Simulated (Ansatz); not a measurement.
# A series in volume ratio on LaPb₃

Plane-wave density functional theory, PAW datasets, Gaussian smearing 0.05 eV: equation of state, the given cell scaled in volume with shape and atoms relaxed at each volume. The results are calculated, by Ansatz 0.2.0.

The cell before it is scaled or strained (space group Pm-3m, No. 221):
```
cell vectors (Å)
   4.8803     0.0000     0.0000
   0.0000     4.8803     0.0000
   0.0000     0.0000     4.8803
atoms (fractions of the cell vectors)
La  0.00000  0.00000  0.00000
Pb  0.00000  0.50000  0.50000
Pb  0.50000  0.50000  0.00000
Pb  0.50000  0.00000  0.50000
```

Settings of every row: paw set soft_2; functional PBEsol; spin treatment none; moment partition spheres; spin axis none; wave cutoff 420 eV; k mesh 6x6x6; symmetry use detected.

Atom hubbard u: 0 on all atoms.

Limits: no spin-orbit coupling, which can matter with elements this heavy.

| row | volume ratio | V (Å³/atom) | pressure (GPa) | energy above given cell (meV per atom) |
| --- | --- | --- | --- | --- |
| 1 | 0.96 | 27.897 | 2.518 | 8.78 |
| 2 | 0.98 | 28.478 | ? | ? |
| 3 | 1 | 29.059 | 0.003 | 0 |
| 4 | 1.02 | 29.64 | -1.056 | 1.96 |
| 5 | 1.04 | 30.221 | -2 | 7.55 |

Question: what pressure and energy above given cell should row 2 give?

Worked fit of pressure. Take u = (V_r/V)^(2/3) − 1 with V_r = 29.349 Å³ an atom, which is twice the finite (Eulerian) strain; such expansions in the strain, on which the Birch-Murnaghan equation of state is built, carry the rest volume and the bulk modulus. The shown rows have u = 0.0344, 0.00664, -0.00656, -0.01933. Least squares give pressure = −0.5407 + 80.311 × u + 250.07 × u² GPa; a straight line predicts inner rows, each left out in turn, worse (root mean square 0.11 against 0.0016 GPa). The rows lie off it by 0.000, -0.001, 0.001, 0.000. The pressure vanishes at u = 0.0066, or V = 29.06 Å³ an atom, and there the bulk modulus with shape and atoms relaxed is B = −V dP/dV = (2/3)(1 + u) dP/du = 56.1 GPa. The withheld row has u = 0.02029, so the fit gives −0.5407 + 80.311 × (0.02029) + 250.07 × (0.02029)² = 1.192 GPa.

The calculation gave 1.189 GPa. The fit lies 0.003 GPa (0.066 % of the column's range) above it; its largest miss of a shown row is 0.001 GPa.

Worked fit of energy above given cell. Take u = (V_r/V)^(2/3) − 1 with V_r = 29.349 Å³ an atom, which is twice the finite (Eulerian) strain; such expansions in the strain, on which the Birch-Murnaghan equation of state is built, carry the rest volume and the bulk modulus. The shown rows have u = 0.0344, 0.00664, -0.00656, -0.01933. Least squares give energy above given cell = 0.492 − 147.31 × u + 11284.5 × u² meV per atom; a straight line predicts inner rows, each left out in turn, worse (root mean square 5 against 0.032 meV per atom). The rows lie off it by 0.00, -0.01, 0.02, -0.01. Its lowest point lies at u = 0.0065, or V = 29.06 Å³ an atom, and the curvature there gives the bulk modulus with shape and atoms relaxed, B = (4/9)(1 + u)² E″(u)/V = 56 GPa. The withheld row has u = 0.02029, so the fit gives 0.492 − 147.31 × (0.02029) + 11284.5 × (0.02029)² = 2.15 meV per atom.

The calculation gave 2.11 meV per atom. The fit lies 0.04 meV per atom (1.9 % of the value, 0.46 % of the column's range) above it; its largest miss of a shown row is 0.02 meV per atom.
